## Counting the empty d states of ZrSnTe

A density of states tells how many places for electrons a solid offers at each energy. In ZrSnTe the places just above the Fermi level belong mainly to the 4d shell of zirconium, and their number climbs steeply with energy. Three rows, at 2.05, 2.45 and 2.85 eV, are covered. Does the d band go on climbing there, stay high or fall?

Kohn-Sham density of states of ZrSnTe (P4/nmm, 6 atoms in the cell, a = 4.093 Å, c = 8.794 Å), computed with Ansatz 0.2.0 in r2SCAN, with scalar-relativistic PAW, no spin polarisation, a 500 eV cutoff, a 10×10×4 k mesh and 0.1 eV Gaussian smearing. The densities come from tetrahedra on a 15×15×6 k mesh and are averaged over 0.2 eV bins; shells are Löwdin projections summed over sites.

| energy (eV) | density of states total (states/eV/cell) | DOS Zr 4d (states/eV/cell) | DOS Te 5p (states/eV/cell) | DOS Sn 5p (states/eV/cell) | DOS Sn 5s (states/eV/cell) | DOS Zr 5s (states/eV/cell) |
| --- | --- | --- | --- | --- | --- | --- |
| -7.95 | 0.770 | 0.08 | 0.02 | 0.210 | 0.43 | 0.02 |
| -7.55 | 1.000 | 0.11 | 0.02 | 0.210 | 0.62 | 0.02 |
| -7.15 | 0.630 | 0.07 | 0.02 | 0.160 | 0.35 | 0.01 |
| -6.75 | 0.470 | 0.06 | 0.02 | 0.140 | 0.24 | 0.01 |
| -6.35 | 0.400 | 0.05 | 0.02 | 0.120 | 0.19 | 0 |
| -5.95 | 1.430 | 0.17 | 0.7 | 0.240 | 0.14 | 0.15 |
| -5.55 | 5.710 | 0.77 | 3.62 | 0.580 | 0.18 | 0.38 |
| -5.15 | 2.040 | 0.27 | 0.99 | 0.440 | 0.14 | 0.1 |
| -4.75 | 2.630 | 0.37 | 1.41 | 0.510 | 0.16 | 0.09 |
| -4.35 | 2.640 | 0.40 | 1.27 | 0.600 | 0.12 | 0.14 |
| -3.95 | 3.200 | 0.58 | 1.6 | 0.670 | 0.12 | 0.12 |
| -3.55 | 5.400 | 1.16 | 3.12 | 0.800 | 0.08 | 0.11 |
| -3.15 | 5.780 | 1.38 | 3.08 | 1.010 | 0.08 | 0.05 |
| -2.75 | 4.620 | 1.36 | 1.82 | 1.230 | 0.07 | 0.02 |
| -2.35 | 2.980 | 1.06 | 0.93 | 0.800 | 0.08 | 0.03 |
| -1.95 | 4.850 | 2.12 | 0.88 | 1.610 | 0.08 | 0.05 |
| -1.55 | 4.220 | 1.84 | 0.88 | 1.290 | 0.06 | 0.03 |
| -1.15 | 3.080 | 1.39 | 0.73 | 0.780 | 0.07 | 0.03 |
| -0.75 | 1.290 | 0.48 | 0.33 | 0.370 | 0.05 | 0.01 |
| -0.35 | 1.450 | 0.86 | 0.15 | 0.320 | 0.05 | 0.01 |
| 0.05 | 0.780 | 0.59 | 0.05 | 0.080 | 0.01 | 0.01 |
| 0.45 | 2.200 | 1.66 | 0.16 | 0.130 | 0.07 | 0.03 |
| 0.85 | 4.050 | 3.01 | 0.41 | 0.200 | 0.11 | 0.04 |
| 1.25 | 6.180 | 4.67 | 0.38 | 0.400 | 0.18 | 0.07 |
| 1.65 | 8.670 | 6.15 | 0.5 | 0.650 | 0.54 | 0.27 |
| 2.05 | ? | ? | ? | ? | ? | ? |
| 2.45 | ? | ? | ? | ? | ? | ? |
| 2.85 | ? | ? | ? | ? | ? | ? |
| 3.25 | 4.480 | 2.09 | 1.02 | 0.650 | 0.10 | 0.27 |
| 3.65 | 4.220 | 1.65 | 0.72 | 0.760 | 0.11 | 0.49 |
| 4.05 | 3.870 | 0.79 | 0.43 | 0.890 | 0.09 | 0.79 |
| 4.45 | 4.120 | 0.76 | 0.36 | 1.180 | 0.09 | 0.71 |
| 4.85 | 4.430 | 1.08 | 0.42 | 1.330 | 0.07 | 0.48 |

Energies count from the Fermi level, so states at negative energies are filled and those at positive energies are empty. The column "density of states total" covers the whole cell, which holds two atoms of each element. The other columns, such as "DOS Zr 4d", give the part of it that resembles one atomic shell, summed over both atoms. Both spins are counted, so each state takes one electron. The energies are Kohn-Sham levels; for empty states they needn't match the energies at which a real crystal takes up an electron.

### Where the shells lie

Te 5p has its highest values between −6 and −3 eV. Some Zr 4d weight appears at the same energies, because the orbitals of neighbouring atoms mix. Of two orbitals that mix, the lower combination leans towards the more tightly bound partner, here Te 5p, and the upper one towards the other, here Zr 4d. The table agrees with this picture: at −5.55 eV Te 5p far exceeds Zr 4d, and at 1.65 eV the order is reversed. That the lower states are bonding and the upper ones antibonding is the usual reading of such a pattern; the projections carry no sign that would show it directly.

Between the two regions the density sinks to a low value near the Fermi level, although the average over the bin there isn't zero. In the row at 0.05 eV, Zr 4d makes up about three quarters of what is left. The filled rows hold 5.8 Zr 4d states a cell, or about 2.9 electrons for each Zr atom. The d shell is therefore far from empty, although such a projection counts orbital character and isn't an oxidation state.

### A balance for the d shell

A steep climb invites one to carry it on by eye, but the shell has a fixed size. A d shell has five orbitals, each with room for two electrons, so the two Zr atoms of the cell provide 20 states. Mixing spreads these states over many energies, yet it neither creates nor destroys any. The reasoning is that of a mass balance: what hasn't turned up in the known rows must lie in the covered rows or outside the energy window.

The rows stand 0.4 eV apart, so each density times 0.4 eV gives a number of states. For Zr 4d the known rows add up to 14.8 states, which leaves 5.2. If the density stayed at its height of 1.65 eV through all three covered rows, they would need 7.4. Within the accuracy of the count, a long plateau is ruled out, and so is a further climb through all three rows.

Some of the remaining states must lie outside the window, and Te 5p offers a rough measure of how many. Its capacity is 12 states a cell, and its density is small on both sides of the covered stretch, so a straight line across it does little harm. With that line, 5.5 % of the Te 5p states lie outside. The same share of the Zr 4d shell would be 1.1 states. That the two shells have equal shares is an assumption, and Zr 4d still has a sizeable density at the top of the window, so its share may well be larger.

### From the balance to three predictions

About 4.1 Zr 4d states are then left for the covered rows. Spread over 3 × 0.4 = 1.2 eV, they give a mean density of 3.4 states/eV. This mean is what the balance really predicts. To divide it among the rows, a smooth curve is drawn between the neighbours at 1.65 and 3.25 eV: a straight line, bent by a parabola until it encloses the right number of states.

The middle row shows how this works. Halfway between the neighbouring values of 6.15 and 2.09, the straight line gives 4.12 states/eV. Over the three rows the line holds 4.94 states, which is 0.863 too many, or 0.863/0.4 = 2.16 states/eV to be taken off in all. The parabola takes this off in the proportions 0.75 : 1 : 0.75, so the middle row loses 2.16/2.5 = 0.86 and ends at about 3.3 states/eV.

For the total, the part that isn't Zr 4d has to be added. It is nearly the same at both neighbours, about 2.5 and 2.4 states/eV, and is interpolated between them.

| Energy (eV) | Zr 4d, predicted (states/eV) | Total, predicted (states/eV) |
|---|---|---|
| 2.05 | 4.5 ± 1.3 | 7.0 ± 1.6 |
| 2.45 | 3.3 ± 1.3 | 5.7 ± 1.6 |
| 2.85 | 2.5 ± 1.3 | 4.9 ± 1.6 |

In words, Zr 4d falls through all three rows and stays the largest of the listed shells, and the total nowhere passes its value at 1.65 eV. The error bars are judgements. They allow for an error of one state in the balance, one state/eV in the shape of the curve and, for the total, one more in the added part. The balance itself is uncertain for two reasons: each row averages only 0.2 eV but stands for 0.4 eV in the sum, and the share outside the window is borrowed from Te 5p.

### The computed values

The withheld rows as computed:

| energy (eV) | density of states total (states/eV/cell) | DOS Zr 4d (states/eV/cell) | DOS Te 5p (states/eV/cell) | DOS Sn 5p (states/eV/cell) | DOS Sn 5s (states/eV/cell) | DOS Zr 5s (states/eV/cell) |
| --- | --- | --- | --- | --- | --- | --- |
| 2.05 | 7.090 | 4.54 | 0.51 | 0.660 | 0.51 | 0.28 |
| 2.45 | 3.590 | 1.93 | 0.56 | 0.510 | 0.22 | 0.09 |
| 2.85 | 5.970 | 3.23 | 1.3 | 0.690 | 0.19 | 0.17 |

The balance did well. The three rows hold 3.9 Zr 4d states, against 4.1 predicted. This is closer than the allowance of one state, and closer than such a coarse sum can promise in general. With the computed rows included, 6.5 % of the Zr 4d shell and 5.2 % of the Te 5p shell remain unaccounted for. The two shares are close, though the coarse sampling limits what this agreement can show.

The shape did less well. At 2.05 eV the prediction for Zr 4d is almost exact, and at 2.85 eV the computed value lies within the error bar. At 2.45 eV, however, the density drops to 1.93 states/eV, slightly beyond the lower end of the bar. It then recovers, so the predicted steady fall is wrong. The other two statements hold: Zr 4d is the largest listed shell in each row, and the total stays below its value at 1.65 eV.

A parabola turns only once, so it can't dip, rise again and then fall to the neighbour at 3.25 eV. The balance couldn't have warned of the dip either, since it fixes the number of states in the stretch and leaves their order open. What the middle row lacks, compared with the smooth curve, is partly made up by the row at 2.85 eV. This is why the sum came out better than the shape.

The dip parts the empty d states into at least two groups. One possible reason is that the five d orbitals of a Zr atom point differently towards its Te and Sn neighbours and are pushed up by different amounts. The way each band spreads over energy can also leave peaks and dips. The table can't tell the two apart, because it adds all orbitals of the shell and all bands together.

### Why the total misses by more

At 2.45 eV the predicted total is too high by 2.1 states/eV, well outside its error bar, while Zr 4d alone is too high by 1.3. The difference comes from everything that isn't Zr 4d. This part was expected to be about 2.5 states/eV, but the computed one is only 3.59 − 1.93 = 1.66. It dips where Zr 4d dips.

Mixing is a likely reason why the two go together. On this reading, the states in this range are mostly Zr 4d with some Sn, Te and other character blended in, rather than separate sets of Zr, Sn and Te states. Where such blended states are few, most of their ingredients become scarce at once. Te 5p is an exception here: it is about as large at 2.45 eV as at 2.05 eV. The error bar of the total had treated the two contributions as independent, whereas at this energy their errors added up.

The same balance can be set up for any shell whose capacity is known and nearly all of whose weight lies inside the window. Zr 4d and Te 5p meet this condition. Sn 5p doesn't: its known rows hold only about three fifths of its 12 states, and its density is still rising at the upper edge. For such a shell the balance gives only a loose upper limit. The printed output after this text lists the sums, the predictions and each miss.

Numerical output:

```
Zr 4d share of the total at 0.05 eV, percent: 75.64
Zr 4d share of the total at 1.65 eV, percent: 70.93
Zr 4d states in the rows below the Fermi level, per cell: 5.832
Zr 4d states in all known rows, per cell: 14.81
Zr 4d states left of 20, per cell: 5.188
Te 5p share outside the window, hidden rows bridged by a line, percent: 5.533
Zr 4d states forecast for the hidden stretch, per cell: 4.081
Zr 4d states there if the height of 1.65 eV went on, per cell: 7.38
Zr 4d states there by a straight line, per cell: 4.944
remainder (total less Zr 4d) at 1.65 eV, states/eV: 2.52
remainder (total less Zr 4d) at 3.25 eV, states/eV: 2.39
error bar of each Zr 4d forecast, states/eV: 1.302
error bar of each total forecast, states/eV: 1.641
Zr 4d forecast at 2.05, 2.45, 2.85 eV, states/eV: 4.488, 3.257, 2.458
Zr 4d computed there, states/eV: 4.54, 1.93, 3.23
Zr 4d miss (forecast less computed), states/eV: -0.052, 1.327, -0.772
total forecast at 2.05, 2.45, 2.85 eV, states/eV: 6.976, 5.712, 4.881
total computed there, states/eV: 7.09, 3.59, 5.97
total miss (forecast less computed), states/eV: -0.1145, 2.122, -1.089
rms miss of the Zr 4d forecast, states/eV: 0.887
rms miss of the straight line for Zr 4d, states/eV: 1.312
Zr 4d states computed in the hidden stretch, per cell: 3.88
Zr 4d share not found in any row after the reveal, percent: 6.54
Te 5p share not found in any row after the reveal, percent: 5.233
mean computed remainder in the hidden rows, states/eV: 2.317
```
